In the omega structure, flat honeycomb sheets alternate with sheets of single atoms that sit over the hexagon centres. Two lengths set the hexagonal cell: the edge $a$ in the plane and the height $c$. The cell holds three atoms. Its high symmetry is imposed here on elements that prefer layers or chains in nature, so the PBEsol results show how each element copes with a given pattern, and whether the pattern would survive a distortion was not tested. Spin was switched off in every run, so the absence of magnetic moments is imposed, not found.

Elements of groups 15 and 16 in the omega (AlB2-type) structure, relaxed without spin polarisation in Ansatz 0.2.0 with the PBEsol functional and scalar-relativistic plane-wave PAW. The cutoff is 420 eV and the Fermi-Dirac smearing width 0.1 eV. Bulk moduli come from uniform scalings of each cell, at fixed c/a.

```
element   Z  valence electrons  k mesh  c over a, PBEsol  volume per atom, PBEsol (Å³)  bulk modulus, PBEsol (GPa)
      P  15                  5  9×9×14            0.5670                         13.80                         109
     As  33                  5  9×9×13            0.5820                         18.37                        91.1
     Se  34                  6  9×9×11            0.6700                         19.73                        82.1
     Sb  51                  5  8×8×11            0.5970                         26.22                        68.7
     Te  52                  6  8×8×11            0.5980                         27.40                        63.5
```

**(a) What does $c/a$ say about the distances between atoms?**

*Solution.* A honeycomb atom has three neighbours in its sheet at the distance $h=a/\sqrt3$. It also has two along the vertical axis at the distance $c$, the chain contact. The two distances are equal when $c/a=1/\sqrt3\approx0.577$. In P, As, Sb and Te they agree within about 4 %, so a honeycomb atom has five nearly equal near neighbours. In Se the chain contact is 16 % longer than the honeycomb contact.

**(b) Why do the elements become larger and softer down a group?**

*Solution.* Each step down adds an electron shell, and the volume per atom grows by about a third or more. The step from P to As (33 %) is smaller than that from As to Sb (43 %). The usual explanation is the filled 3d shell, which As has and P lacks. Its electrons screen the nucleus poorly, so the valence electrons of As are held more tightly than an added shell alone would suggest.

The softening follows largely from the size. At equilibrium, the bulk modulus $B$ times the volume per atom $V$ is the curvature of the energy per atom against relative volume. This product is about 10 eV in every row. From P to Sb it rises by 20 %, while $B$ itself falls by 37 %. A similar energy cost for the same relative compression, spread over a larger volume, means a lower pressure. These moduli hold $c/a$ fixed. In a cell that starts fully relaxed, letting the shape adjust under pressure could only lower them.

**(c) Free atoms shrink from group 15 to group 16. Why do these solids expand?**

*Solution.* The volume rises by 7 % from As to Se and by 4 to 5 % from Sb to Te, and the bulk modulus falls in both steps. Theory points to the filling of the p band. Three p electrons per atom fill half of it, mainly the states that bind neighbours together. A fourth must enter the upper half, where states are more antibonding and weaken the contacts. On this account, the loss of bonding outweighs the stronger pull of the nucleus. The volumes and moduli fit it, but the runs contain no analysis of the bonding that could confirm it. The division into halves is only a rough guide in these metallic phases, whose bands overlap.

**(d) Which contacts pay for the tall cell of selenium?**

*Solution.* Give Se the shape of Te but keep its own volume. Three atoms fill a cell of volume $\frac{\sqrt3}{2}a^2c$, so

$$a^3=\frac{2\sqrt3\,V}{c/a}=\frac{3.464\times19.73\ \text{Å}^3}{0.598}\approx114\ \text{Å}^3 .$$

This gives $a\approx4.85$ Å, a honeycomb contact of 2.80 Å and a chain contact of 2.90 Å.

In its own shape, Se has 2.70 Å and 3.13 Å instead. It therefore shortens the three contacts in the honeycomb and stretches those along the axis. The stretched contact is now as long as the diagonal one between neighbouring sheets. The atoms over the hexagon centres thus lose their two distinct close neighbours and sit among fourteen at nearly the same distance.

The stresses support this picture only in part. When the Se cell is scaled uniformly, the stress along $c$ changes only about 0.74 times as much as the stress in the plane. In P and As the ratio is about 1.3. A low ratio is what one expects when the short, stiff contacts lie in the plane, as they do in Se. Yet Sb and Te, whose two contacts are nearly equal, also have ratios just below 0.9, so contact length alone does not set the ratio.

**(e) Which digits of $c/a$ can be trusted?**

*Solution.* In a fully relaxed cell at zero pressure, the stress vanishes in every direction. Here a difference between the stress along $c$ and the stress in the plane remains. To turn it into an error of shape, treat the solid as isotropic. A relative change $s$ of $c/a$ at fixed volume then alters the stress difference by $2Gs$, where $G$ is the shear modulus. With the common rough value $G\approx B/2$,

$$s\approx\frac{\Delta\sigma}{B},\qquad \text{for As:}\quad s\approx\frac{3.1\ \text{GPa}}{91\ \text{GPa}}\approx0.03 .$$

Arsenic is still squeezed along $c$ and would grow taller, to a $c/a$ of about 0.60. Antimony is stretched along $c$ and would become flatter by a similar fraction, to about 0.58. Their order in the table could therefore reverse. Even the second decimal is in doubt, and the third has no meaning for either. Te is off by about as much as Sb and in the same direction. The estimate gives only an order of magnitude, because none of these solids is isotropic.

For Se the same estimate gives about 1 %, far less than its distance from the other elements. The sign is that of As, so full relaxation would make the Se cell slightly taller, not flatter. The volumes and bulk moduli are on firmer ground. The mean pressure left in the unscaled cells is at most about 0.3 GPa, which corresponds to less than half a percent in volume at the given shape. Moduli worked out from the stresses agree with the tabulated ones within 2 GPa. That agreement tests whether energies and stresses are consistent, not the convergence with cutoff and k mesh, nor the physics left out, such as spin–orbit coupling, which matters most for Sb and Te. All rows also use PAW datasets made for PBE, not PBEsol, and the agreement cannot reveal the error this brings. The printed output below lists the contacts and stress differences of all rows.

**(f) Does the sixth valence electron make selenium tall?**

*Solution.* Not by itself. The step from As to Se raises $c/a$ by about 0.09. The step from Sb to Te adds the same electron and leaves the shape almost unchanged. Being a lighter element is not enough either, since P and As have nearly equal contacts.

Perhaps both conditions are needed. In their natural structures, the lighter elements of these groups separate short bonds from long contacts more sharply than the heavier ones do. A partly antibonding band could make it worthwhile for Se to keep three strong contacts and give up the others. This is a guess, and the table cannot decide it. The test would be to compute the energy of Se and Te over a range of $c/a$ at fixed volume. It would show whether Te also has a tall state and Se a flat one, and which state is lower in energy. Until then, the contrast between the two elements holds only for the shapes their relaxations reached, since a relaxation can stop in a nearby minimum that is not the lowest.

Printed output of the fit:

```
Contact lengths from c/a and volume:
  row  honeycomb contact in Å  chain contact along c in Å  diagonal contact in Å  chain over honeycomb
    P                   2.532                       2.486                   2.82                0.9821
   As                   2.761                       2.783                  3.092                 1.008
   Se                   2.698                       3.131                  3.119                  1.16
   Sb                   3.082                       3.187                   3.47                 1.034
   Te                   3.126                       3.238                   3.52                 1.036
Stiffness and residual stress:
  row  modulus times volume in eV  modulus from stresses in GPa  stress rise along c over in-plane  stress along c less in-plane in GPa  rough missing change of c/a in %  k points times c in Å
    P                       9.388                         109.5                              1.278                               0.6808                            0.6246                  34.81
   As                       10.45                          92.5                              1.313                                3.096                             3.398                  36.18
   Se                       10.11                         81.97                              0.736                               0.9995                             1.217                  34.44
   Sb                       11.24                         67.55                             0.8699                               -2.226                             -3.24                  35.06
   Te                       10.86                         63.17                             0.8754                               -2.326                            -3.664                  35.62
c/a at which chain and honeycomb contacts are equal: 0.5774
c/a at which chain and diagonal contacts are equal: 0.6667
Volume rise from P to As in %: 33.12
Volume rise from As to Sb in %: 42.73
Volume rise from Se to Te in %: 38.87
Volume rise from As to Se in %: 7.403
Volume rise from Sb to Te in %: 4.5
Change of bulk modulus from P to Sb in %: -36.97
Change of modulus times volume from P to Sb in %: 19.75
Change of bulk modulus from As to Se in %: -9.879
Change of bulk modulus from Sb to Te in %: -7.569
Rise of c/a from As to Se: 0.088
Rise of c/a from Sb to Te: 0.001
Honeycomb contact of Se in the shape of Te in Å: 2.802
Chain contact of Se in the shape of Te in Å: 2.902
```
